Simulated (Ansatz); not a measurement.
**C: energy along a strain**

C, P6_3/mmc, a = 2.518 Å, c = 8.305 Å. Ansatz: PBE, PAW, 420 eV, Γ-centred 12×12×4 mesh on 8 atoms, Gaussian smearing 0.05 eV; no spin polarisation. Cell vectors (Å): 2.518 0.000 0.000; -1.259 2.181 0.000; 0.000 0.000 8.305. The cell is strained by x per cent times the pattern (1 1 0 0 0 0) in the order xx yy zz yz xz xy (engineering shears), with fractional coordinates held. y is the free energy over the start, V0 = 5.700 Å³/atom.

```tsv
x (%)	y (meV/atom)
-4.00	?
-3.00	43.64
-2.00	18.91
-1.00	4.60
0.00	0.00
1.00	4.37
2.00	17.06
3.00	37.44
3.50	50.34
4.00	64.95
```

Question: Fit y = c2 x² + c3 x³ to the other rows, get the stiffness along the pattern, and predict the missing energy.

Answer: Least squares on the rows shown. y = 4.5067 x² − 0.11289 x³. The clamped-ion stiffness p·C·p = 2 × 45.07 eV × 160.2 / 5.700 Å³ = 2533 GPa. At x = -4.00 the fit asked for gives 79.33 meV/atom. The run gave 79.61 meV/atom, so the fit is 0.28 meV/atom too low, 0.35 % of the span of the series, against an rms of 0.05 meV/atom on the fitted rows. The row lies outside the fitted range. With a term in x⁴ added, a fit to the same known rows predicts 79.65 meV/atom, so most of the miss is curvature that the known rows already hold.

The energy rises steeply in both directions, but compression costs more than stretching: 43.64 against 37.44 meV/atom at 3 per cent strain. The negative cubic coefficient expresses this ordinary bond anharmonicity, as Pauli repulsion stiffens shortened bonds while stretched ones soften. The small volume per atom and the cell shape suggest a hexagonal stacking variant of diamond rather than graphite. The large stiffness then follows from a dense network of short, strongly directional σ bonds, in which in-plane strain with the c axis fixed must change both bond lengths and bond angles.

The 2533 GPa is neither a Young's modulus nor a single elastic constant. For this equal biaxial strain it is twice the sum of the in-plane diagonal and off-diagonal constants, which one such curve cannot separate. Letting the atoms relax within the strained cell could only lower this curvature or leave it unchanged, by sharing the deformation more favourably between bond stretching and bending. The smooth curve says nothing about ideal strength or stability against shear.
